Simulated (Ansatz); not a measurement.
## Abstraction of F: C2HF3Ge + C2HF2Si → C2HF2Ge + C2HF3Si

Gas-phase species: C2HF3Ge `C#[C][Ge]([F])([F])[F]`, singlet; C2HF2Si `C#C[Si](F)F`, doublet; C2HF2Ge `C#[C][Ge]([F])[F]`, doublet; C2HF3Si `C#C[Si](F)(F)F`, singlet. A radical takes F: the energy is the difference in strength between the Ge–F bond broken and the Si–F bond made.

Shapes, held fixed at every level: PBE0-D4/def2-TZVP. Programs: Ansatz 0.2.0. The zero-point and thermal change to 298 K, harmonic and unscaled (PBE0-D4/def2-TZVP), is +1.4 kJ/mol.

(1) Estimate ΔH(298 K) of this reaction.

## Answers

(1) The highest level, CCSD(T)/def2-TZVPP, gives ΔH(298 K) = -130.6 kJ/mol; the levels span -141.4 to -130.6. The column of differences is taken from that level and isn't an error. No measured value is set beside it here. Open shells run unrestricted. Relativity is left out for Ge. Outer-core shells of Ge are correlated, in sets that cover them unevenly.

```json
{"level": "SPW92/def2-TZVPP", "kind": "LDA", "ΔH(298 K) (kJ/mol)": "-137.8", "less CCSD(T)/def2-TZVPP": "-7.2"}
{"level": "r2SCAN-D4/def2-TZVPP", "kind": "meta-GGA", "ΔH(298 K) (kJ/mol)": "-134.1", "less CCSD(T)/def2-TZVPP": "-3.5"}
{"level": "B3LYP-D4/def2-TZVPP", "kind": "global hybrid", "ΔH(298 K) (kJ/mol)": "-141.1", "less CCSD(T)/def2-TZVPP": "-10.5"}
{"level": "BHLYP-D4/def2-TZVPP", "kind": "global hybrid", "ΔH(298 K) (kJ/mol)": "-141.4", "less CCSD(T)/def2-TZVPP": "-10.8"}
{"level": "wB97X-V/def2-TZVPP", "kind": "range-separated hybrid", "ΔH(298 K) (kJ/mol)": "-133.2", "less CCSD(T)/def2-TZVPP": "-2.6"}
{"level": "CCSD/def2-TZVPP", "kind": "coupled cluster or CI", "ΔH(298 K) (kJ/mol)": "-131.7", "less CCSD(T)/def2-TZVPP": "-1.1"}
{"level": "CCSD(T)/def2-TZVPP", "kind": "coupled cluster or CI", "ΔH(298 K) (kJ/mol)": "-130.6", "less CCSD(T)/def2-TZVPP": "0.0"}
```

Fluorine transfer from germanium to silicon is strongly exothermic at every level, with ΔH(298 K) = -130.6 kJ/mol from CCSD(T), so the Si–F bond formed is clearly stronger than the Ge–F bond broken. Both centres are tetravalent group 14 atoms with the same ethynyl and fluorine substituents, which points to the central atom itself. The filled 3d shell of germanium screens its valence electrons poorly, leaving it more electronegative than silicon. Its bond to fluorine is therefore less polar and gains less ionic stabilisation, while the more compact silicon valence orbitals probably also favour overlap with fluorine.

Exchanging one bond for another of the same type lets much of the correlation error cancel, consistent with the small effect of the perturbative triples. The density functionals all overstate the exothermicity relative to CCSD(T), but B3LYP and BHLYP nearly coincide despite very different shares of exact exchange, so that share alone doesn't explain the spread. Since every level uses the same basis set, their agreement says nothing about basis-set convergence.
